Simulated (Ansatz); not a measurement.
# A series in volume scale on AlFe2

All results are calculated (Ansatz 0.2.0). Free energy against uniform scaling of the volume at fixed shape and fractions; periodic cell, basis, potentials, k mesh and filling as listed.

The cell before it is scaled or strained (space group Fd-3m, No. 227):
```
AlFe2
1.0
      0.0000     3.3513     3.3513
      3.3513     0.0000     3.3513
      3.3513     3.3513     0.0000
Al Fe
2 4
Direct
  0.25000 0.25000 0.25000
  0.00000 0.00000 0.00000
  0.62500 0.12500 0.62500
  0.62500 0.62500 0.12500
  0.12500 0.62500 0.62500
  0.62500 0.62500 0.62500
```

Settings of every row: functional PBEsol; dispersion none; potentials PAW; wave cutoff 510 eV; density cutoff 2040 eV; k mesh 6x6x6; k shift 0x0x0; occupations fermi dirac; smearing width 0.1 eV; spin collinear; SCF threshold exponent -10.

Limits: coarse k mesh, up to 40 meV an atom off; the cell comes from a prototype or a list of computed structures and needn't be the stable phase.

```
row  volume scale  V (Å³/atom)  energy above lowest point (meV/atom)  pressure (GPa)
  1          0.92       11.543                                   4.7            4.75
  2        0.9467       11.878                                     0           -0.08
  3        0.9733       12.211                                     ?               ?
  4             1       12.546                                  16.1           -7.17
  5        1.0267       12.881                                    34           -9.96
  6        1.0533       13.215                                  57.4          -12.37
  7          1.08        13.55                                  85.4          -14.44
```

Question: what energy above lowest point and pressure should row 3 give?

Worked fit of energy above lowest point. Take u = (V_r/V)^(2/3) − 1 with V_r = 12.713 Å³ an atom, which is twice the finite (Eulerian) strain; such expansions in the strain, on which the Birch-Murnaghan equation of state is built, carry the rest volume and the bulk modulus. The shown rows have u = 0.06648, 0.04633, 0.00885, -0.00871, -0.02549, -0.04162. Least squares give energy above lowest point = 24.21 − 1020.1 × u + 10889 × u² meV/atom; a straight line predicts inner rows, each left out in turn, worse (root mean square 12 against 0.27 meV/atom). The rows lie off it by 0.2, -0.3, 0.1, 0.1, 0.1, -0.1. Its lowest point lies at u = 0.0468, or V = 11.87 Å³ an atom, and the curvature there gives the bulk modulus at fixed shape and fractions, B = (4/9)(1 + u)² E″(u)/V = 143 GPa. The withheld row has u = 0.02722, so the fit gives 24.21 − 1020.1 × (0.02722) + 10889 × (0.02722)² = 4.5 meV/atom.

The calculation gave 4.4 meV/atom. The fit lies 0.1 meV/atom (2.3 % of the value, 0.12 % of the column's range) above it, one unit of the last digit.

Worked fit of pressure. Take u = (V_r/V)^(2/3) − 1 with V_r = 12.713 Å³ an atom, which is twice the finite (Eulerian) strain; such expansions in the strain, on which the Birch-Murnaghan equation of state is built, carry the rest volume and the bulk modulus. The shown rows have u = 0.06648, 0.04633, 0.00885, -0.00871, -0.02549, -0.04162. Least squares give pressure = −8.632 + 156.43 × u + 502.3 × u² + 2555 × u³ GPa; a parabola predicts inner rows, each left out in turn, worse (root mean square 0.14 against 0.078 GPa). The rows lie off it by 0.01, -0.03, 0.04, 0.00, -0.03, 0.02. The pressure vanishes at u = 0.0466, or V = 11.87 Å³ an atom, and there the bulk modulus at fixed shape and fractions is B = −V dP/dV = (2/3)(1 + u) dP/du = 153 GPa. The withheld row has u = 0.02722, so the fit gives −8.632 + 156.43 × (0.02722) + 502.3 × (0.02722)² + 2555 × (0.02722)³ = -3.95 GPa.

The calculation gave -3.96 GPa. The fit lies 0.01 GPa (0.052 % of the column's range) above it, one unit of the last digit.
